**Question**

I relaxed Ti5Si from one start cell with several functionals and k meshes. The r2SCAN result is still open. Can I estimate it from the other rows? And why does the cell on the 1x1x1 mesh shrink so much while its edge grows?

Ti5Si, 6 atoms in the cell, start in space group R32, cell and atoms relaxed to zero pressure with Ansatz 0.2.0: scalar-relativistic DFT, plane waves with PAW, no spin polarisation, Gaussian smearing of 0.1 eV, Gamma-centred k meshes. Volume change is relative to the start cell (16.32 Å³ an atom); length a is the edge of the relaxed rhombohedral primitive cell.

```csv
functional,wave cutoff (eV),k mesh,volume per atom (Å³),volume change (%),length a (Å),space group number
LDA,420,12x12x12,15.22,-6.71,5.206,155
PBE,420,12x12x12,16.33,0.05,5.310,155
PBEsol,420,12x12x12,15.74,-3.52,5.255,155
PBEsol,420,1x1x1,13.80,-15.45,5.643,166
PBEsol,420,3x3x3,15.70,-3.78,5.248,155
PBEsol,420,6x6x6,15.75,-3.50,5.255,155
r2SCAN,500,12x12x12,?,?,?,?
```

**Answer**

You can estimate it, because every run starts from the same cell. Each functional has its own preferred volume, and the pressure at the first step tells how far the start cell is from it. A negative pressure means that the cell is under tension and will contract.

Think of a spring clamped at a fixed length: its pull, divided by its stiffness, gives the distance it will move when released. For the crystal this reads

$$\frac{\Delta V}{V}\approx\frac{p}{B},$$

where $\Delta V/V$ is the volume change, $p$ the first-step pressure and $B$ the bulk modulus, the stiffness against compression. The likeness holds while the cell keeps roughly its shape, because a spring has only one way to move and a crystal has several.

On the 12x12x12 mesh, LDA starts at −8.5 GPa, PBEsol at −4.4 GPa and PBE almost at zero. The volume changes follow the same order. One constant, fitted to these three rows, gives 0.79 % of volume per GPa. Since PBE hardly moves, LDA and PBEsol in effect set that slope. PBE's tiny change means only that the start cell was already close to the PBE minimum; it is no sign of agreement with experiment.

The order itself is well-known physics. LDA usually binds solids too strongly. Gradient corrections lower the energy where the density is uneven, and a looser lattice has a more uneven density, so they push the atoms apart. PBEsol has a weaker exchange gradient term than PBE and therefore expands the lattice less. The same reasoning gives a first guess for the order of these three functionals in a similar metal.

For r2SCAN the start pressure is withheld along with the result, so I must assume one. For slowly varying densities this functional has the same leading gradient correction to exchange as PBEsol, but it also responds to the kinetic-energy density, and in transition metals it often gives somewhat larger cells than PBEsol. I therefore place its pressure halfway between those of PBEsol and PBE, at −2.20 GPa. The volume change is then

$$-2.20\ \text{GPa}\times 0.792\ \%/\text{GPa}=-1.74\ \%,$$

and the start volume of 16.32 Å³ an atom shrinks to $16.32\times(1-0.0174)=16.04$ Å³. For the edge I take the midpoint of the PBEsol and PBE values.

My forecast for r2SCAN is a slight contraction:

- volume change: about −1.7 % ± 1.8 points
- volume per atom: about 16.04 ± 0.30 Å³
- length a: about 5.28 ± 0.03 Å
- space group: still R32 (155)

The ranges span the gap between PBEsol and PBE. They are a judgement, not a statistical error.

The withheld rows as computed:

```csv
functional,wave cutoff (eV),k mesh,volume per atom (Å³),volume change (%),length a (Å),space group number
r2SCAN,500,12x12x12,16.17,-0.90,5.291,155
```

All four results lie within the forecast, but the ranges were wide, so this mainly confirms that r2SCAN falls between PBEsol and PBE. The computed volume is 0.13 Å³ an atom larger than my central value, and I predicted about twice the actual contraction. The edge is only 0.01 Å longer than forecast. The space group was an easy hit: a relaxation here can gain symmetry but not lose it, and the other 12x12x12 rows had all stayed in R32.

The halfway assumption is the weak link: r2SCAN lies about 73 % of the way from PBEsol to PBE. The finished run also reveals its true start pressure, −1.25 GPa instead of −2.20 GPa. With the fitted constant, that gives a volume change of −0.99 %, close to the computed −0.90 %. So the spring relation held, and my assumed pressure caused most of the miss. Why it leans towards PBE can't be settled here. The r2SCAN run also used a higher wave cutoff, and no row tests that change alone. Spin was switched off too, so a magnetic state with another volume was never tried.

The 1x1x1 row shows where the spring picture fails. Its start pressure, −2.2 GPa, is almost the one I assumed for r2SCAN and would suggest a contraction of about 2 %. The cell loses 15 % instead. The warning was in the forces: the largest one at the start is 15 times that on the 12x12x12 mesh.

That mesh has a single k point, which must stand for all the electron states of a metal. The atoms and the cell then move to lower the energy computed from that point alone, with no other points to balance it. Compared with the dense-mesh cell, the result is 13 % narrower across the threefold axis and 15 % longer along it. This is how the edge can grow while the volume falls, and the cell ends in another space group, R-3m.

Its energy is also about 3.9 eV per cell lower than on the dense mesh, which is a trap. The two meshes sample different states, so the lower energy doesn't reveal a more stable phase. In the common start cell, the 1x1x1 energy is about 3.4 eV higher than the dense-mesh one, so the error of the mesh is of similar size to the apparent gain. With 3x3x3 the PBEsol volume is already within 0.04 Å³ an atom of the 12x12x12 value. For this cell, then, the choice of functional matters far more than refining the mesh beyond that point. The printed output below gives the fit and each miss. Its last two lines agree, which fits a half-filled pair of equal levels at the Fermi energy in the final 1x1x1 cell: a feature of that one k point, not of the whole metal.

Printed output of the fit:

```
fit of volume_change on 3 rows (dense): coefficient of P0 0.7924 +/- 0.0034; rms 0.0269, worst PBE -0.0365, leave-one-out rms 0.046
  rows outside the fit (model, value, miss): PBEsol -1.767, -15.45, 13.7; PBEsol -3.718, -3.78, 0.0621; PBEsol -3.477, -3.5, 0.023; r2SCAN -1.74, -0.9, -0.84
Average bulk modulus implied by the fit, GPa: 126.2
Forecast r2SCAN volume change, %: -1.74
Half range of the volume change forecast, points: 1.785
Forecast r2SCAN volume, Å³ an atom: 16.04
Half range of the volume forecast, Å³ an atom: 0.295
Forecast r2SCAN edge, Å: 5.282
Half range of the edge forecast, Å: 0.0275
Computed r2SCAN volume, Å³ an atom: 16.17
Volume miss (forecast less computed), Å³ an atom: -0.1322
Computed r2SCAN edge, Å: 5.291
Edge miss (forecast less computed), Å: -0.0085
Computed r2SCAN space group number: 155
Position of r2SCAN from PBEsol (0) to PBE (1): 0.7288
PBE less LDA volume, Å³ an atom: 1.11
PBEsol 3x3x3 less 12x12x12 volume, Å³ an atom: -0.04
PBEsol 6x6x6 less 12x12x12 volume, Å³ an atom: 0.01
PBEsol 1x1x1 less 12x12x12 volume, Å³ an atom: -1.94
Width across the threefold axis, 1x1x1 against 12x12x12, %: -12.77
Length along the threefold axis, 1x1x1 against 12x12x12, %: 14.93
Largest start force, 1x1x1 over 12x12x12, ratio: 15.31
Entropy term of a half-filled degenerate pair, eV: 0.1128
Entropy term of the 1x1x1 run, eV: 0.1128
```
